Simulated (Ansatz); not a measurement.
## Pt: the change of pressure and energy above lowest point with volume per atom

Equation of state of a cubic crystal from periodic Kohn-Sham density functional theory without spin; pressure corrected for the finite basis. The results are calculated, by Ansatz 0.2.0 development build.

Cell of the first row (space group Fm-3m, No. 225):
```
CELL_PARAMETERS angstrom
0.00000 1.93110 1.93110
1.93110 0.00000 1.93110
1.93110 1.93110 0.00000
ATOMIC_POSITIONS crystal
Pt 0.00000 0.00000 0.00000
```

Settings of every row: formula Pt; structure type fcc; functional r2SCAN; spin treatment none; k mesh 15x15x15; occupation method fermi-dirac; occupation width 0.1 eV; wave cutoff 500 eV; datasets soft-1 PAW; density cutoff ratio 4.

Limits: no spin-orbit coupling, which can matter with elements this heavy.

| row | volume per atom (Å³) | pressure (GPa) | energy above lowest point (meV/atom) |
| --- | --- | --- | --- |
| 1 | 14.403 | ? | ? |
| 2 | 14.873 | 8.456 | 11.12 |
| 3 | 15.342 | -0.57 | 0 |
| 4 | 15.812 | -7.965 | 12.88 |
| 5 | 16.282 | -13.997 | 45.38 |

Question: what pressure and energy above lowest point should row 1 give?

Worked fit of pressure. Take u = (V_r/V)^(2/3) − 1 with V_r = 15.577 Å³ an atom, which is twice the finite (Eulerian) strain; such expansions in the strain, on which the Birch-Murnaghan equation of state is built, carry the rest volume and the bulk modulus. The shown rows have u = 0.03131, 0.01019, -0.00993, -0.02908. Least squares give pressure = −4.4572 + 368.533 × u + 1397.78 × u² GPa; a straight line predicts inner rows, each left out in turn, worse (root mean square 0.81 against 0.03 GPa). The rows lie off it by 0.004, -0.013, 0.014, -0.005 (root mean square 0.01 GPa). The pressure vanishes at u = 0.0116, or V = 15.31 Å³ an atom, and there the bulk modulus at fixed shape and fractions is B = −V dP/dV = (2/3)(1 + u) dP/du = 270 GPa. The withheld row has u = 0.05363, so the fit gives −4.4572 + 368.533 × (0.05363) + 1397.78 × (0.05363)² = 19.327 GPa.

The calculation gave 19.441 GPa. The fit lies 0.114 GPa (0.34 % of the column's range) below it; its largest miss of a shown row is 0.014 GPa. This row lies beyond the range of the fit.

Worked fit of energy above lowest point. Take u = (V_r/V)^(2/3) − 1 with V_r = 15.577 Å³ an atom, which is twice the finite (Eulerian) strain; such expansions in the strain, on which the Birch-Murnaghan equation of state is built, carry the rest volume and the bulk modulus. The shown rows have u = 0.03131, 0.01019, -0.00993, -0.02908. Least squares give energy above lowest point = 3.72 − 630.8 × u + 27643 × u² meV/atom; a straight line predicts inner rows, each left out in turn, worse (root mean square 16 against 0.37 meV/atom). The rows lie off it by 0.05, -0.16, 0.17, -0.06 (root mean square 0.12 meV/atom). The withheld row has u = 0.05363, so the fit gives 3.72 − 630.8 × (0.05363) + 27643 × (0.05363)² = 49.40 meV/atom.

The calculation gave 51.48 meV/atom. The fit lies 2.08 meV/atom (4 % of the value, 4 % of the column's range) below it; its largest miss of a shown row is 0.17 meV/atom. This row lies beyond the range of the fit.
